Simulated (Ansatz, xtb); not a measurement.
Ligand exchange: SnH3Br + GeH3(SH) → SnH3(SH) + GeH3Br

Species: SnH3Br `[Br][SnH3]`, singlet; GeH3(SH), singlet; SnH3(SH), singlet; GeH3Br `[GeH3][Br]`, singlet. The partners trade Br for SH: Sn–Br and Ge–SH bonds give way to Sn–SH and Ge–Br.

Shapes, held fixed at every level: PBE0-D4/def2-TZVP. Programs: Ansatz 0.2.0, xtb 6.7.1, xtb 6.7.1 later snapshot. The zero-point and thermal change to 298 K, harmonic and unscaled (PBE0-D4/def2-TZVP), is -0.3 kJ/mol.

```csv
level,kind,ΔH(298 K) (kJ/mol),less CCSD(T)/def2-TZVPP
GFN2-xTB,semi-empirical,-1.1,-8.7
HF/def2-TZVPP,Hartree–Fock,+11.3,+3.7
SPW92/def2-TZVPP,LDA,+8.7,+1.1
PBE-D4/def2-TZVPP,GGA,+8.6,+1.0
r2SCAN0-D4/def2-TZVPP,global hybrid,+10.1,+2.5
MP2/def2-SVP,perturbation theory,+12.2,+4.6
MP2/def2-TZVPP,perturbation theory,+7.1,-0.5
CCSD(T)/def2-SVP,coupled cluster or CI,+11.8,+4.2
CCSD(T)/def2-TZVPP,coupled cluster or CI,+7.6,0.0
```

The highest level, CCSD(T)/def2-TZVPP, gives ΔH(298 K) = +7.6 kJ/mol; the levels span -1.1 to +12.2. They disagree on the sign: 8 of 9 are positive. The column of differences is taken from that level and isn't an error. No measured value is set beside it here. For atoms past krypton def2 sets carry core potentials with scalar relativity. Relativity is left out for Br, Ge unless named. Correlated rows may include outer-core shells of Br, Ge, Sn, which these sets cover unevenly.

The exchange is mildly endothermic, at +7.6 kJ/mol with CCSD(T)/def2-TZVPP, so bromine is better placed on tin and the thiolate on germanium. The preference probably reflects bond polarity: tin is the larger and more electropositive centre and gains more from the more electronegative bromine, while germanium gives up less by binding the softer, more covalent sulfur. Because each side has one bond of each metal and one of each ligand, most of the correlation energy cancels, and even Hartree–Fock gives the same direction.

Basis size matters more than the step from MP2 to CCSD(T): going from def2-SVP to def2-TZVPP lowers both clearly, whereas the two methods nearly agree within either basis. The small basis thus exaggerates the preference, and some of that bias may remain in the larger one. Only GFN2-xTB reverses the sign, which suggests that its element-wise parameters don't resolve so fine a balance between polar bonds. An enthalpy this small doesn't by itself fix the equilibrium composition, which also depends on entropy and, in solution, on solvation.
